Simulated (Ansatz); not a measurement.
# Ligand exchange: GaH2Br + CH2F2O → GaH2(OH) + CHBrF2

Species: GaH2Br `[GaH2][Br]`, singlet; CH2F2O `OC(F)F`, singlet; GaH2(OH), singlet; CHBrF2 (bromodifluoromethane) `FC(F)Br`, singlet. The partners trade Br for OH: Ga–Br and C–OH bonds give way to Ga–OH and C–Br.

Shapes, held fixed at every level: PBE0-D4/def2-TZVP. Flexible molecules stand in one conformer, not always the lowest. Programs: Ansatz 0.2.0. The zero-point and thermal change to 298 K, harmonic and unscaled (PBE0-D4/def2-TZVP), is -4.7 kJ/mol.

```tsv
level	kind	ΔH(298 K) (kJ/mol)	less CCSD(T)/def2-TZVPP
HF/def2-SVP	Hartree–Fock	+169.7	+59.6
PBE-D4/def2-TZVPP	GGA	+101.1	-9.0
B2PLYP/def2-TZVPP	double hybrid	+108.1	-2.0
MP2/def2-SVP	perturbation theory	+133.0	+22.9
MP2/def2-TZVPP	perturbation theory	+106.3	-3.8
CCSD(T)/def2-SVP	coupled cluster or CI	+134.4	+24.3
CCSD(T)/def2-TZVPP	coupled cluster or CI	+110.1	0.0
```

The highest level, CCSD(T)/def2-TZVPP, gives ΔH(298 K) = +110.1 kJ/mol; the levels span +101.1 to +169.7. The column of differences is taken from that level and isn't an error. No measured value is set beside it here. Relativity is left out for Br, Ga unless named. Correlated rows may include outer-core shells of Br, Ga, which these sets cover unevenly.

The exchange is strongly endothermic at every level, with +110.1 kJ/mol at CCSD(T)/def2-TZVPP. The main cause is probably on the carbon side. In difluoromethanol the oxygen lone pairs donate into the C–F antibonding orbitals, strengthening an already strong C–O bond, whereas C–Br is weak and bromine gives much less of this anomeric stabilisation. Gallium's preference for oxygen over bromine, which is favoured by the polarity of Ga–O, evidently can't repay that loss.

Enlarging the basis lowers the enthalpy markedly with both MP2 and CCSD(T), while the two methods stay close to each other in either basis. The large Hartree–Fock excess therefore combines missing correlation with a small basis, and the sign of the reaction enthalpy is much safer than its last few kJ/mol. With two molecules on each side, entropy is unlikely to overturn the preference for the reactants at room temperature. Whether difluoromethanol would lose HF before any exchange took place is a separate question that these energies don't address.
